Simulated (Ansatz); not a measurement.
**Abstraction of F: C2HF3Ge + GeF3 → C2HF2Ge + GeF4**

Species: C2HF3Ge `C#[C][Ge]([F])([F])[F]`, singlet; GeF3 `[F][Ge]([F])[F]`, doublet; C2HF2Ge `C#[C][Ge]([F])[F]`, doublet; GeF4 (tetrafluorogermane) `[F][Ge]([F])([F])[F]`, singlet. A radical takes F: the energy is the difference in strength between two Ge–F bonds in different surroundings.

Shapes, held fixed at every level: PBE0-D4/def2-TZVP. Programs: Ansatz 0.2.0. The zero-point and thermal change to 298 K, harmonic and unscaled (PBE0-D4/def2-TZVP), is -0.1 kJ/mol.

Problem. Estimate ΔH(298 K) of this reaction.

Solution. The highest level, CCSD(T)/def2-TZVPP, gives ΔH(298 K) = +13.3 kJ/mol; the levels span +12.9 to +19.0. The column of differences is taken from that level and isn't an error. No measured value is set beside it here. Open shells run unrestricted. Relativity is left out for Ge. Outer-core shells of Ge are correlated in most correlated rows, in sets that cover them unevenly. Times are processor times on shared x86 and Arm servers, and rough.

| level | kind | ΔH(298 K) (kJ/mol) | less CCSD(T)/def2-TZVPP | CPU time (sum over the molecules) |
| --- | --- | --- | --- | --- |
| HF/def2-SVP | Hartree–Fock | +16.7 | +3.4 | – |
| PBE0-D4/def2-TZVPP | global hybrid | +16.9 | +3.6 | 32 s |
| r2SCAN0-D4/def2-TZVPP | global hybrid | +14.6 | +1.3 | 53 s |
| wB97M-V/def2-TZVPP | range-separated hybrid | +19.0 | +5.7 | 1.8 min |
| CCSD(T)/def2-SVP | coupled cluster or CI | +14.8 | +1.5 | 1.7 min |
| CCSD/def2-TZVPP | coupled cluster or CI | +12.9 | -0.4 | – |
| CCSD(T)/def2-TZVPP | coupled cluster or CI | +13.3 | 0.0 | 25 min |

Fluorine transfer to GeF3 is endothermic at every level, so the Ge–F bond in the ethynyl compound is modestly stronger than the one in GeF4. Delocalisation of the unpaired electron into the alkyne would weaken that bond by stabilising the radical left behind, so it evidently doesn't decide the balance. More probably, replacing a fluorine by the less electronegative ethynyl group reduces the competition for germanium's electron density and strengthens the polar bonds to the remaining fluorines. Three fluorines may also favour the GeF3 radical by concentrating its unpaired electron in an orbital rich in germanium s character.

Because one Ge–F bond is exchanged for another, much of the correlation energy cancels. Hartree–Fock therefore already gives the right sign, and in the larger basis the triples move the coupled-cluster result only from +12.9 to +13.3 kJ/mol. The three density functionals all lie higher, wB97M-V most of all, but agree on the direction. The reaction enthalpy alone doesn't show how readily the fluorine transfers, since that depends on the barrier.
